Q: I have energies and pressures for two graphene layers on five k meshes. Does a denser mesh bring the energy closer to the reference?

Single-point r2SCAN calculations with Ansatz 0.2.0 for two graphene layers (4 atoms per cell), using PAW, a 550 eV plane-wave cutoff and 0.1 eV Methfessel-Paxton smearing, without spin polarization or dispersion correction. The k meshes are Γ-centred; free energies are counted from the 13x13x2 mesh, and pressure is positive in compression.

```csv
k mesh,energy less reference (meV/atom),pressure (GPa)
3x3x1,274.20,0.590
5x5x1,12.69,0.040
6x6x1,23.14,0.050
8x8x1,0.70,-0.010
10x10x1,-1.21,-0.010
```

A: Over the whole series yes, but not at every step. The error relative to the reference falls from 274 meV/atom on the coarsest mesh to about 1 meV/atom on the two densest. In between it rises: 6x6x1 has more points than 5x5x1, yet its error is nearly twice as large. So something besides the number of points matters.

Q: What sets 6x6x1 apart from 5x5x1?

A: It contains the corner of the Brillouin zone, called K. Call the number of divisions in the plane $N$. The mesh points then sit at multiples of $1/N$ along the reciprocal edges, and K sits at one third along both. The mesh hits K only if $N$ is divisible by three, which here means 3x3x1 and 6x6x1. In graphene K is where the filled and the empty π bands meet, and the computed gap is indeed zero on these two meshes and finite on the others.

Q: Why should including the right point make the energy worse?

A: Because a mesh point speaks for the whole patch around it. The filled π band has its peak at K and falls away on every side. Put a point on the peak, and the entire patch is counted at peak energy, so the total comes out too high. On 3x3x1 the two inequivalent corners carry 22% of the weight, on 6x6x1 still almost 6%. In the limit of an infinitely fine mesh a single point has no weight, and the error vanishes.

Q: How quickly does it vanish? Would 9x9x1 be a safe choice?

A: Two factors shrink together. The area of a patch goes as $1/N^2$. Over patches of this size the band falls from K almost in a straight line, so its average drop within the patch goes as $1/N$. Hence

$$\text{error} \propto \frac{1}{N^2}\cdot\frac{1}{N} = \frac{1}{N^3}.$$

Starting from the 6x6x1 value, a 9x9x1 mesh should be off by about $23.14\times(6/9)^3\approx 7$ meV/atom. That would be worse than 8x8x1, which has fewer points and lies within 1 meV/atom of the reference.

The law can be held against one pair of rows. From 3x3x1 to 6x6x1 it predicts a fall by a factor of 8, and the table gives nearly 12. The law puts the whole error down to a sharp peak at K, and neither part is exact. The cell's symmetry (P-3m1) points to AB-stacked layers, and coupling between such layers is expected to round the bands off close to K, which makes the error fall faster than $1/N^3$. The other filled bands are also expected to add an error of their own, largest on 3x3x1; 5x5x1 is well off the reference without containing K. Take the 7 meV/atom as "several", not as a forecast to the digit.

Q: My 10x10x1 run reports a gap of 1.8 eV. Are the layers semiconducting?

A: No, the run merely has no point where the bands meet. The nearest mesh point lies some way down the slope, at a distance from K that shrinks as $1/N$, and the apparent gap shrinks with it. If that is right, gap times $N$ should stay roughly constant. It lies between 14 and 18 eV on all the meshes that miss K, the reference included, as the printed analysis below shows. A real gap would level off at a finite value instead, and the product would grow with $N$. On much denser meshes the product is expected to fall, because coupled AB layers touch with rounded bands rather than straight ones.

Q: Then do the meshes that miss K give too low an energy?

A: That is what the argument suggests, since they undercount the peak, but it does not hold for all of them alike. The 10x10x1 mesh lies slightly below the reference, while 8x8x1 lies slightly above it and 5x5x1 about 13 meV/atom above. The band is not equally steep in all directions around K, and meshes with $N=3n+1$ (10 and 13) approach K from other directions than those with $N=3n+2$ (5 and 8). The first kind is expected to come out clearly low, the reference included, and the second much less so; gap times $N$ splits the same way, higher for 10 and 13. That can account for 8x8x1, but hardly for an excess as large as that of 5x5x1. My guess is that five divisions are too few for the other filled bands as well, but these runs do not separate the bands.

Q: Which digits of the energy can I trust?

A: Even on the two densest rows, none finer than one or two meV/atom. The two densest meshes differ by 1.9 meV/atom and lie on either side of the reference, which itself misses K. Nor is the lower energy the better one: a k mesh approximates an integral, and its error can have either sign. To test convergence, follow the meshes with $N=3n$, $3n+1$ and $3n+2$ as separate series, and stop when they agree within the accuracy you need.

Q: The pressure hardly changes after 5x5x1. Could I have stopped there?

A: Not if you care about the stresses. The pressure is the average of two in-plane stresses and one along the cell's long axis, and opposite errors cancel in it. Between 5x5x1 and 6x6x1 it moves by only 0.01 GPa, while the stress along the long axis changes from 0.05 GPa of compression to 0.05 GPa of tension. On 10x10x1 a pressure near zero hides tension in the plane and compression across it. The reference shows the same pattern (0.09 GPa of tension, 0.16 GPa of compression), so that part belongs to the cell and not to the mesh. For a layered cell, check each direction separately, and bear in mind that the vacuum counted in the cell volume makes all these stresses look smaller.

Printed output of the fit:

```
Mesh and gap:
      row  points in the full mesh  weight of both K corners in percent  gap in eV  gap times N in eV  entropy term in meV/atom
    3x3x1                        9                                22.22          0                  0                     3.133
    5x5x1                       25                                    0      2.836              14.18                         0
    6x6x1                       36                                5.556          0                  0                    0.7832
    8x8x1                       64                                    0       1.97              15.76                         0
  10x10x1                      100                                    0      1.782              17.82                         0
Stress in GPa (compression positive):
      row  in plane   along c  mean of the three
    3x3x1     1.256   -0.7511             0.5869
    5x5x1   0.03779   0.05369            0.04309
    6x6x1    0.1054  -0.05377            0.05234
    8x8x1  -0.06825    0.1171          -0.006481
  10x10x1   -0.1023    0.1622            -0.0141
Gap of the 13x13x2 reference, eV: 1.272
Gap times 13 for the reference, eV: 16.53
Error of 6x6x1 over error of 5x5x1: 1.823
Error of 6x6x1 less error of 5x5x1, meV/atom: 10.45
Error of 3x3x1 over error of 6x6x1: 11.85
Same ratio expected from the 1/N^3 law: 8
Error of a 9x9x1 mesh estimated from 6x6x1 by 1/N^3, meV/atom: 6.856
Entropy term as percent of the error, 3x3x1: 1.143
Entropy term as percent of the error, 6x6x1: 3.384
Energy of 8x8x1 less energy of 10x10x1, meV/atom: 1.91
Error of 3x3x1 over the 40 meV/atom of the warning: 6.855
Pressure of 6x6x1 less pressure of 5x5x1, GPa: 0.01
Stress along c of 6x6x1 less that of 5x5x1, GPa: -0.1075
Stress along c of 10x10x1 less that of 8x8x1, GPa: 0.04517
```
